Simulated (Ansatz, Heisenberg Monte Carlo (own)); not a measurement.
# Exchange coupling and ordering temperature of NiAs-type MnSe at the DFT+U level: the weight of U, functional, rotation and sums

The quantities calculated are the exchange coupling J between the nearest Mn atoms of antiferromagnetic MnSe and the ordering temperature that follows from all the couplings together. A negative J favours opposed moments. The question is which choices of method move these two results most, and which can be settled at little expense. It matters because a computed ordering temperature is only as good as its most sensitive input, and effort spent on a finer mesh is wasted if another setting shifts the answer by hundreds of kelvin. Each row is measured against the first run with the same kind of rotation: J = −15.37 meV and a mean-field temperature of 429 K for constrained moments, −16.65 meV and 461 K for rigid ones.

## Systems and settings

One crystal, MnSe (NiAs-type, P6_3/mmc), in the lowest of the collinear states that were tried (antiferromagnetic, 4 atoms, 2 counted as magnetic), from cells of the Materials Project database (relaxed there by DFT); atoms fixed. First run: Ansatz 0.2.0, plane waves with its default PAW datasets, cutoff 420 eV, collinear spins without spin-orbit coupling, Fermi-Dirac smearing of 0.05 eV. The k mesh is 8×8×4 and the sums for the couplings run over 8×8×4. Functional PBEsol, Dudarev U (eV) Mn 4, 46 empty bands in the sums (of 77 bands a spin in all). Every other row changes the setting that it names; any further change is remarked, and the kind of rotation is listed. Rigid couplings come from the magnetic force theorem at rigid moments: each moment turns with its exchange field frozen. Constrained couplings are taken at constrained moments: the directions are held and the rest of the density and field relaxes in linear response. Costs are from shared machines (Arm Neoverse V1). Runs that did not converge or carry a known fault are not listed. Finished runs of the same series that are left out: the couplings about another state (rigid), which is no change of one numerical setting; the r2SCAN run (rigid), which repeats a listed case or did not pass the checks for like settings and one steady state; the run with induced moments folded in (rigid), since next to no moment is induced or it belongs to another order; the run with U and J apart (constrained), which is no change of one numerical setting.

Notes on method and selection:

- J is defined by E = -sum over ordered pairs (each pair twice) of J e_i.e_j with unit vectors e, a classical Heisenberg model without biquadratic or multi-spin terms, so J > 0 favours parallel moments and the moment's size is inside J.
- All temperatures are for classical unit spins; for spin S a quantum mean-field treatment is higher by (S+1)/S. Mean field neglects fluctuations and lies above the Tyablikov (random-phase) and Monte Carlo values.
- Monte Carlo cells hold several hundred spins, and on test lattices the heat-capacity peak lay 5 to 6 per cent under the known transition.
- The state is the lowest of a few collinear starts and need not be the true ground state; spin-orbit coupling is left out.
- Couplings at rigid moments can miss in size and sometimes in sign.
- Compare a row with the first run of the same kind of rotation.
- Rows that change the mesh of the sums or the empty bands start from the saved self-consistent state of the first run, so their moment cannot change and says nothing of convergence.
- U values of this size are meant for oxides; on sulphides, selenides, tellurides and metals they can be too large and impose a moment that the real crystal lacks.
- Ansatz's own search for a lower self-consistent state was switched off in these runs, so a run may rest in a state that is not the lowest for its pattern of moments.
- A cell is blank where the run behind it was not made, did not finish, lost its pattern of moments or is not comparable with the others.
- In insulators under a U, antiferromagnetic superexchange from these couplings can differ by one to four tenths from that of total energies at the same settings (constrained couplings mostly lie weaker), so a match with experiment does not fix U.
- Runs whose couplings were flagged as in doubt, moved by over 30 per cent with the upper empty bands, lost their pattern of moments or rest on unlike orbital states are not listed.
- For crystals with 4f or 5f elements only couplings at constrained moments are used, since rigid ones can be several times too large.
- Runs that did not converge, have known faults or may not be shown are not listed, and runs on Ansatz's PAW sets soft_1 and soft_2 are kept to separate tables.

Columns:

- moment (μB): largest spin moment inside an atomic sphere.
- gap on mesh (eV): band gap on the run's k mesh by the count of bands (negative: bands overlap, a metal).
- rotation: kind of rotation.
- Tyablikov T (K): Tyablikov (random-phase) ordering temperature from the same couplings.
- Monte Carlo peak (K): temperature of the heat-capacity peak in classical Monte Carlo on the same couplings.
- leading J (meV): mean J of the Mn–Mn pairs of opposed moments at 2.99 Å (2 such neighbours an atom).
- mean-field T (K): mean-field ordering temperature, 2/(3 kB) times the largest J(q) over wavevectors and sublattice modes.
- cost (core-s): processor time of the run, started from a saved state where the setting allows.

## Results

| member | moment (μB) | gap on mesh (eV) | rotation | Tyablikov T (K) | Monte Carlo peak (K) | leading J (meV) | mean-field T (K) | cost (core-s) |
| --- | --- | --- | --- | --- | --- | --- | --- | --- |
| U none, constrained | 4.02 | 0.09 | constrained | 585 | 556 | −28.44 | 831 | 520 |
| U Mn 2.4, constrained | 4.29 | 1.23 | constrained | 400 | 390 | −19.32 | 570 | 620 |
| 18 empty bands, rigid | 4.39 | 1.75 | rigid | 323 | – | −16.40 | 469 | 56 |
| 93 empty bands, rigid | 4.39 | 1.75 | rigid | 317 | – | −16.15 | 461 | 95 |
| first run, rigid | 4.39 | 1.75 | rigid | 312 | 313 | −16.65 | 461 | 67 |
| mesh of the sums 6×6×4, rigid | 4.39 | 1.75 | rigid | 299 | – | −16.65 | 454 | 58 |
| LDA, constrained | 4.35 | 1.60 | constrained | 312 | 312 | −14.27 | 440 | 570 |
| mesh of the sums 10×10×6, constrained | 4.39 | 1.75 | constrained | 295 | 295 | −15.35 | 430 | 2200 |
| first run, constrained | 4.39 | 1.75 | constrained | 292 | 294 | −15.37 | 429 | 590 |
| U Mn 5.6, constrained | 4.47 | 2.15 | constrained | 205 | 204 | −12.44 | 317 | 550 |

## What drives the series

The Hubbard U on Mn dominates. Over the four PBEsol rows with constrained moments and the 8×8×4 mesh of the sums, raising U from none to 5.6 eV weakens J from −28.44 to −12.44 meV and lowers the mean-field temperature from 831 to 317 K. The statistical treatment comes next: at the first constrained run, going from mean field to Tyablikov takes off 429 − 292 = 137 K. Rigid instead of constrained moments add 32 K in mean field and LDA instead of PBEsol adds 11 K, while the mesh of the sums and the number of empty bands, varied only at U = 4 eV, shift it by at most 8 K. In J, rigid moments count for 16.65 − 15.37 = 1.28 meV, LDA for 15.37 − 14.27 = 1.10 meV and the number of empty bands for up to 16.65 − 16.15 = 0.50 meV; the mesh hardly matters at this U. With 18, 46 and 93 empty bands the rigid J is −16.40, −16.65 and −16.15 meV, which is not a steady approach to a limit, so these rows do not show it settled to better than about half a meV.

A simple model of the U dependence starts from high-spin Mn, whose five d electrons fill one spin direction.

1. An electron can hop to a neighbouring Mn only if the two moments are opposed; between parallel moments the Pauli principle blocks it. The amplitudes t, direct or through Se, are taken as independent of U.
2. A hop costs the energy U + D₀, where D₀ is the splitting between filled and empty d states that exists without U.
3. With t small against this cost, second-order perturbation theory lowers an opposed pair by 2Σt²/(U + D₀), the factor 2 counting hops both ways. A parallel pair gains nothing.
4. Each pair is counted twice in the definition of J, so its energy is −2J e₁·e₂, and parallel minus opposed is −4J. Equating the two differences gives J = −A/(U + D₀), with A = Σt²/2.
5. If all other couplings scale in step with the leading one, the mean-field temperature is T = r|J|.

The fifth step is needed because the leading pairs only link Mn atoms into chains along the hexagonal axis, and an isolated chain does not order at finite temperature. With 1 meV = 11.604 K, their mean-field share in the first constrained run is (2/3) × 11.604 × 2 × 15.37 = 238 K. The other 429 − 238 = 191 K come from further pairs.

## The model against the table

The two members that fix the model are "U none, constrained" and "first run, constrained", the latter at U = 4 eV. Equating A from both gives

D₀ = 4 × 15.37 / (28.44 − 15.37) = 4.704 eV

A = 28.44 × 4.704 = 133.8 meV·eV

r = 429 / 15.37 = 27.91 K/meV, taken from the first run.

**U Mn 2.4, constrained.** |J| = 133.8 / (2.4 + 4.704) = 18.83 meV, against 19.32 in the table. T = 27.91 × 18.83 = 526 K, against 570 K.

**U Mn 5.6, constrained.** |J| = 133.8 / (5.6 + 4.704) = 12.99 meV, against 12.44. T = 27.91 × 12.99 = 363 K, against 317 K.

**LDA, constrained.** U is still 4 eV, so the model returns 15.37 meV and 429 K. The table has 14.27 meV and 440 K.

**Mesh of the sums 10×10×6, constrained.** The model again returns 15.37 meV and 429 K, against 15.35 meV and 430 K.

The two rows with a new U are the real test. The model misses their J by about 0.5 meV. The mean of the two fixing members, (28.44 + 15.37) / 2 = 21.91 meV, misses by 21.91 − 19.32 = 2.59 meV and 21.91 − 12.44 = 9.47 meV, and a straight line in U through them by 1.3 and 2.3 meV, so the reciprocal form is worth having for J. For the temperature it is not: the straight line misses by 20 and 49 K, on the whole no worse than the model's 44 and 46 K.

## Members off the line

The reciprocal law gives too weak a J at U = 2.4 eV, by 19.32 − 18.83 = 0.49 meV, and too strong a J at 5.6 eV, by 12.99 − 12.44 = 0.55 meV. The computed coupling therefore falls faster at large U than the model allows. The likely failure is the constant hopping: U pushes the filled d states down and localises them, which reduces their mixing with Se. The rise of the moment from 4.02 to 4.47 μB fits this but does not prove it. The fixing member without U is also a weak anchor: its gap is only 0.09 eV, so a perturbation theory meant for a good insulator is least secure there. A small gap also makes the sums for the couplings more sensitive to their mesh, which was not varied for this member. Any error in its J passes into D₀ and A, and so into both misses.

The temperature errs more, by −44 and +46 K, because the couplings do not scale in step. Without U the leading pairs' share of the mean-field temperature is (2/3) × 11.604 × 2 × 28.44 = 440 K, and at 5.6 eV it is (2/3) × 11.604 × 2 × 12.44 = 192 K. The further pairs give 831 − 440 = 391 K and 317 − 192 = 125 K, a steeper fall.

LDA breaks the same assumption at fixed U. Its leading share is 17 K smaller than with PBEsol and its remaining share 28 K larger, so J weakens while the temperature rises. The smaller LDA gap would suit stronger exchange among the further pairs, but has the wrong sign for the leading one. The stability of the LDA state was not checked.

The rigid rows have |J| larger than the model's 15.37 meV, by 16.15 − 15.37 = 0.78 meV to 16.65 − 15.37 = 1.28 meV. The model was fixed on constrained rows and has no term for the kind of rotation.

## Cost

Changing U or the functional costs nothing extra: those constrained runs take 520 to 620 core-s, like the first run. The difficulty with U lies in justifying its value.

Constrained moments cost 590 core-s against 67 for rigid ones, a factor of about 9, and change J by 16.65 − 15.37 = 1.28 meV and the mean-field temperature by 32 K. That is affordable for a cell of four atoms. Rigid moments come close at U = 4 eV, but the table has no rigid row at another U, so it does not show whether they would serve for a survey of U.

The finer 10×10×6 mesh raises the constrained cost to 2200 core-s, nearly four times as much, for 0.02 meV in J, 1 K in mean field and 3 K in the Tyablikov temperature. The 8×8×4 mesh is enough at U = 4 eV, where the gap is 1.75 eV; for the member without U, with its gap of 0.09 eV, it is untested. The 6×6×4 mesh leaves the rigid J unchanged but lowers the Tyablikov temperature by 13 K, with no saving that matters.

## What to take away

For fixed atoms and U between none and 5.6 eV, the choice of U decides both results, and J follows A/(U + D₀) to within about 5 per cent. The comparison of functionals rests on LDA and PBEsol alone, and the table does not show the effect of the plane-wave cutoff or of the k mesh of the self-consistent run. The mesh of the sums was tested only at U = 4 eV, not at the end without U, which sets the 831 K.

No omitted effect considered here exceeds the spread due to U, 831 − 317 = 514 K, but one exceeds the shifts from all the other tabulated settings. Treating the spin as quantum with S = 5/2 multiplies the mean-field temperature by 1.4, which adds about 170 K to the first constrained run. That is more than lowering U from 4 to 2.4 eV adds, 570 − 429 = 141 K, so agreement with a measured temperature would not establish the right U. Taking the couplings from total energies matters less here. At U = 4 eV the energies of the collinear states that were tried, which are not tabulated, give a leading J only slightly stronger than the constrained one, by less than the range in the notes, and close to the rigid rows. A fit with the nearest few shells raises the mean-field temperature only slightly too, but so few states fix the further pairs loosely, so this temperature is less certain than the leading J. There is no such comparison at the other values of U.
